In CH3-B(NH2)-SH the thiol hydrogen can swing around the B-S bond. With the rest of the molecule held fixed, the energy is lowest when this hydrogen lies in the plane of the boron frame, on the NH2 side. How much energy does it cost to tilt the S-H bond from there to a torsion of 165.9°, where the table shows question marks?

Rigid scan of the torsion C1-B2-S4-H10 in CH3-B(NH2)-SH (SMILES CB(N)S; atoms in SMILES order, hydrogens last), computed with Ansatz 0.2.0 in the gas phase with the def2-TZVPP basis and, for CCSD(T), frozen cores. All else is held as in the PBE0-D4/def2-TZVP minimum at 180.1°, whose energy is the zero at each level.

```tsv
torsion (°)	CCSD(T) (eV)	PBE-D4 (eV)	r2SCAN-D4 (eV)	HF (eV)	T1 diagnostic
-158.1	0.0450	0.0449	0.0476	0.0482	0.011
-122.1	0.2478	0.2483	0.2610	0.2602	0.012
-86.1	0.3446	0.3502	0.3653	0.3583	0.012
-50.1	0.1976	0.1992	0.2084	0.2073	0.011
-14.1	0.0353	0.0352	0.0348	0.0360	0.011
21.9	0.0580	0.0581	0.0594	0.0608	0.011
57.9	0.2407	0.2433	0.2544	0.2517	0.012
93.9	0.3468	0.3518	0.3673	0.3607	0.012
129.9	0.2021	0.2020	0.2128	0.2131	0.012
165.9	?	?	?	?	?
180.1	0.0000	0.0000	0.0000	0.0000	n/a
```

**From -158.1 to -86.1: the climb**

A torsion of -158.1° is the same as 201.9°, so the first row is already tilted by about 22° from the minimum. From there the CCSD(T) energy climbs to 0.3446 eV at -86.1, where S-H stands nearly perpendicular to the frame. That is about 33 kJ/mol, a considerable price for turning what is drawn as a single bond.

Standard bonding theory offers a reason for this resistance. Boron has only three bonds here, which leaves a formally empty p orbital standing upright on the molecular plane. Sulfur has a p-type lone pair perpendicular to its own B-S-H plane. When S-H lies in the frame, this lone pair is parallel to the empty orbital and donates electrons into it, which gives the B-S bond some double-bond character.

Turning S-H out of the plane turns the lone pair with it. Near the perpendicular position the lone pair lies in the frame, and its overlap with the empty orbital is almost gone. Sulfur's other lone pair then faces the boron orbital, but it has more s character, is held more tightly and donates less. Nitrogen donates into the same boron orbital throughout, so sulfur supplies only part of what boron accepts.

This picture gives the form of the energy. Let $\theta$ be the tilt from the planar minimum. The overlap falls as $\cos\theta$, and the stabilisation goes roughly as the square of the overlap, so the energy lost is

$$E(\theta) \approx K\,(1-\cos^2\theta) = K\sin^2\theta ,$$

where $K$ is the stabilisation lost in a quarter turn. The rise starts gently, is steepest midway and levels off near 90°.

**From -50.1 to 21.9: the other side**

Past the top the energy falls again, as the donation picture leads one to expect: the lone pair comes back into line with the boron orbital. The hydrogen now lies on the CH3 side. At -14.1 the CCSD(T) energy is down to 0.0353 eV, but this row is not exactly planar, so its value is not the energy of a second stable form.

It is tempting to use that value for the hidden row, since both lie about 14° from a planar arrangement. The neighbouring rows warn against it. About 22° from planar, the CH3 side lies 0.013 eV above the NH2 side. The simple donation picture treats the two planar forms alike, but the hydrogen has different neighbours in each, and nothing obliges their energies to agree.

**From 57.9 to 129.9: up and down again**

The second half of the turn repeats the first, with its highest row, 0.3468 eV, at 93.9. The frame is nearly flat, and the methyl hydrogens are nearly mirrored in its plane: one lies in the plane and the other two sit on opposite sides. Tilting S-H above or below the frame should therefore cost almost the same. The known rows bear this out: a cosine series that is the same for both directions, with four constants fitted to the nine known scan points, follows the CCSD(T) energies to about 0.0004 eV (root mean square). A row on one side of the minimum can therefore stand in for one on the other.

The levels of theory differ most near the top. At 93.9, r2SCAN-D4 lies 0.0205 eV above CCSD(T), HF 0.0139 eV and PBE-D4 only 0.005 eV. The scan is rigid, so these heights are not relaxed barriers; letting the rest of the molecule adjust should lower them.

**The prediction for 165.9**

The hidden row is tilted by 14.2° from the minimum. The closest known tilt on the NH2 side is 21.8°, at -158.1, where CCSD(T) gives 0.0450 eV. Scaling that value with the square of the sine gives

$$E \approx 0.0450\ \text{eV}\times\frac{\sin^2 14.2^\circ}{\sin^2 21.8^\circ} = 0.0450\ \text{eV}\times 0.436 = 0.0196\ \text{eV}.$$

The rule can be tried out on known rows. Carried inward from 129.9 or from -122.1 to -158.1, it gives values 5 to 6 % above the computed energy there. The bottom of the well is thus somewhat flatter than a pure $\sin^2\theta$ curve; the energies show this, but not its cause. The step to the hidden row is shorter, yet the two sides need not match perfectly, so the error bar is set at 0.002 eV, about 10 %.

The same scaling, applied at each level to its own value at -158.1, gives these forecasts, each ± 0.002 eV:

- CCSD(T): 0.0196 eV
- PBE-D4: 0.0196 eV
- r2SCAN-D4: 0.0208 eV
- HF: 0.0210 eV

HF and r2SCAN-D4 should thus lie about 0.001 eV above CCSD(T), with PBE-D4 nearly equal to it.

The withheld rows as computed:

```tsv
torsion (°)	CCSD(T) (eV)	PBE-D4 (eV)	r2SCAN-D4 (eV)	HF (eV)	T1 diagnostic
165.9	0.0194	0.0193	0.0205	0.0208	0.011
```

**What the hidden row shows**

All four computed energies fall well inside the error bars of their forecasts. CCSD(T) gives 0.0194 eV, about 1 % below the forecast. The other three forecasts are also slightly too high, in the same direction as the trials on known rows. The error bar was generous for so short a step.

The order of the methods came out as forecast too. HF and r2SCAN-D4 lie about 0.001 eV above CCSD(T), and PBE-D4 practically coincides with it. Gaps this small do not rank the methods, because the CCSD(T) values carry a basis-set error of their own. The difference between levels matters near the top of the turn, where it reaches 0.02 eV.

The hit supports the scaling rule more than it supports the donation picture. Near a minimum, almost any smooth energy that is the same for both directions of tilt starts out as the square of the angle, whatever causes it. The stronger hint of donation is the shape of the whole turn, with two low regions near planar and two tops near perpendicular. A p-type lone pair that turns against an empty p orbital favours this pattern. Even so, energies alone do not separate donation from other effects with the same twofold pattern.

For the molecule itself, the hidden row describes an easy motion. Thermal energy at room temperature is roughly 0.026 eV, more than this tilt costs, so tilts of this size should be common. A quarter turn costs more than ten times as much in this rigid scan and should be far rarer. The output below lists the trials of the rule, the forecasts and the fitted cosine series.

Numerical output:

```
Tilt of the withheld row from the minimum [degrees]: 14.2
Ratio of sin squared, withheld row to row -158.1: 0.4363
Rule from 129.9 to -158.1, CCSD(T) [eV]: 0.04722
Overshoot of that test [%]: 4.935
Rule from -122.1 to -158.1, CCSD(T) [eV]: 0.04773
Overshoot of that second test [%]: 6.062
Forecast at 165.9, CCSD(T) [eV]: 0.01963
Forecast at 165.9, PBE-D4 [eV]: 0.01959
Forecast at 165.9, r2SCAN-D4 [eV]: 0.02077
Forecast at 165.9, HF [eV]: 0.02103
Error bar of each forecast, chosen beforehand [eV]: 0.002
Computed at 165.9, CCSD(T) [eV]: 0.0194
Computed at 165.9, PBE-D4 [eV]: 0.0193
Computed at 165.9, r2SCAN-D4 [eV]: 0.0205
Computed at 165.9, HF [eV]: 0.0208
Forecast less computed, CCSD(T) [eV]: 0.0002347
Forecast less computed, PBE-D4 [eV]: 0.0002911
Forecast less computed, r2SCAN-D4 [eV]: 0.0002692
Forecast less computed, HF [eV]: 0.000231
fit of ccsd_t on 9 rows (sq > 0): coefficient of 1 - cos(tilt) 0.003946 +/- 0.00019, coefficient of sq 0.338 +/- 0.00038, coefficient of 1 - cos(3*tilt) 0.005535 +/- 0.00019, coefficient of sin(2*tilt)**2 -0.009287 +/- 0.00039; rms 0.000363, worst -158.1 0.000708, leave-one-out rms 0.000599
  rows outside the fit (model, value, miss): 165.9 0.01982, 0.0194, 0.000418; 180.1 0, 0, 0
CH3 side less NH2 side about 22 degrees from planar, CCSD(T) [eV]: 0.013
PBE-D4 less CCSD(T) at 93.9 [eV]: 0.005
r2SCAN-D4 less CCSD(T) at 93.9 [eV]: 0.0205
HF less CCSD(T) at 93.9 [eV]: 0.0139
```
